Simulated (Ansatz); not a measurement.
Ba2O: energy above lowest point and pressure against volume per atom

Results calculated with Ansatz 0.2.0 development build, not measured. Equation of state of a cubic crystal from periodic Kohn-Sham density functional theory without spin; pressure corrected for the finite basis.

Cell of the first row (space group Fm-3m, No. 225):
```
CELL_PARAMETERS angstrom
0.00000 3.34740 3.34740
3.34740 0.00000 3.34740
3.34740 3.34740 0.00000
ATOMIC_POSITIONS crystal
Ba 0.25000 0.25000 0.25000
Ba 0.75000 0.75000 0.75000
O 0.00000 0.00000 0.00000
```

Settings of every row: formula Ba2O; structure type antifluorite; functional PBE; spin treatment none; k mesh 28x28x28; occupation method fermi-dirac; occupation width 0.061225619 eV; wave cutoff 420 eV; datasets soft-1 PAW; density cutoff ratio 4.

Limits: a cubic model structure, not a phase known at ambient conditions; some atoms lie unusually close (a squeezed, shaken or made-up cell); no spin-orbit coupling, which can matter with elements this heavy.

| row | volume per atom (Å³) | energy above lowest point (meV/atom) | pressure (GPa) |
| --- | --- | --- | --- |
| 1 | 25.006 | 12.17 | 2.571 |
| 2 | 25.538 | 5.25 | 1.62 |
| 3 | 26.07 | ? | ? |
| 4 | 26.602 | 0 | 0.023 |
| 5 | 27.134 | 1.06 | -0.647 |
| 6 | 27.666 | 4.22 | -1.243 |
| 7 | 28.198 | 9.24 | -1.775 |

Question: what energy above lowest point and pressure should row 3 give?

Worked fit of energy above lowest point. Take u = (V_r/V)^(2/3) − 1 with V_r = 26.868 Å³ an atom, which is twice the finite (Eulerian) strain; such expansions in the strain, on which the Birch-Murnaghan equation of state is built, carry the rest volume and the bulk modulus. The shown rows have u = 0.04904, 0.03442, 0.00666, -0.00655, -0.01932, -0.0317. Least squares give energy above lowest point = 0.254 − 80.97 × u + 6474.9 × u² + 2681 × u³ meV/atom; a parabola predicts inner rows, each left out in turn, worse (root mean square 0.054 against 0.0073 meV/atom). All shown rows lie on it to the printed digit. Its lowest point lies at u = 0.0062, or V = 26.62 Å³ an atom, and the curvature there gives the bulk modulus at fixed shape and fractions, B = (4/9)(1 + u)² E″(u)/V = 35.3 GPa. The withheld row has u = 0.0203, so the fit gives 0.254 − 80.97 × (0.0203) + 6474.9 × (0.0203)² + 2681 × (0.0203)³ = 1.30 meV/atom.

The calculation gave 1.3 meV/atom. The fit meets it to the printed digit.

Worked fit of pressure. Take u = (V_r/V)^(2/3) − 1 with V_r = 26.868 Å³ an atom, which is twice the finite (Eulerian) strain; such expansions in the strain, on which the Birch-Murnaghan equation of state is built, carry the rest volume and the bulk modulus. The shown rows have u = 0.04904, 0.03442, 0.00666, -0.00655, -0.01932, -0.0317. Least squares give pressure = −0.3217 + 50.69 × u + 159.27 × u² + 202.1 × u³ GPa; a parabola predicts inner rows, each left out in turn, worse (root mean square 0.0041 against 7.4e-05 GPa). All shown rows lie on it to the printed digit. The pressure vanishes at u = 0.0062, or V = 26.62 Å³ an atom, and there the bulk modulus at fixed shape and fractions is B = −V dP/dV = (2/3)(1 + u) dP/du = 35.3 GPa. The withheld row has u = 0.0203, so the fit gives −0.3217 + 50.69 × (0.0203) + 159.27 × (0.0203)² + 202.1 × (0.0203)³ = 0.775 GPa.

The calculation gave 0.774 GPa. The fit lies 0.001 GPa (0.023 % of the column's range) above it, one unit of the last digit.
